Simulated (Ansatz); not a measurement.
# Which isomer of CH7FN2Si gives these data?

These gas-phase data were calculated for one isomer of CH7FN2Si at PBE0-D3(BJ)/def2-SVP (harmonic, unscaled wavenumbers; equilibrium rotational constants with average atomic masses):

| Quantity | Value |
| --- | --- |
| rotational constants | 3.756, 3.57, 3.233 GHz |
| all wavenumbers above 1500 cm⁻¹ | 3738, 3725, 3634, 3622, 3170, 3161, 3060, 1539, 1531 |

Candidates:

(1) `CN[Si@H](N)F`, a singlet
(2) `C[Si](N)(N)F`, a singlet

Q: Which candidate do the data belong to?

A: Candidate (2). No mode falls between 2000 and 2380 cm⁻¹, where the Si–H stretch of (1) would stand.

The same quantities for all candidates:

|  | rotational constants (GHz) | wavenumbers above 1500 cm⁻¹ | E above the lowest, PBE0-D3(BJ)/def2-SVP (kcal/mol) |
| --- | --- | --- | --- |
| (1) | 6.04, 2.906, 2.179 | 3726, 3650, 3622, 3157, 3085, 3015, 2258, 1534 | 18.0 |
| (2) | 3.756, 3.57, 3.233 | 3738, 3725, 3634, 3622, 3170, 3161, 3060, 1539, 1531 | 0.0 |

Harmonic stretches to hydrogen usually lie a few per cent above observed fundamentals. Each candidate is one conformer. Programs: Ansatz 0.2.0.

The N–H region supports the assignment independently of the missing Si–H stretch. Four bands from 3622 to 3738 cm⁻¹ and two scissoring modes at 1539 and 1531 cm⁻¹ fit two NH2 groups, whereas (1), with one NH2 and one NH, has three N–H stretches and a single scissoring mode. The rotational constants agree: gathering the heavy atoms around silicon makes (2) a compact, nearly spherical top, while the Si–N–C chain of (1) spreads mass along one axis and separates the largest constant from the other two.

Both isomers keep the Si–F bond and two Si–N bonds. What changes is that (2) has Si–C and N–H bonds where (1) has C–N and Si–H. The strength of N–H relative to Si–H is probably the main source of the 18.0 kcal/mol preference. The lower C–H stretches of (1) suggest donation from the nitrogen lone pair into C–H antibonding orbitals, which is not available to a methyl group on silicon. The energy difference does not establish how readily the isomers interconvert.
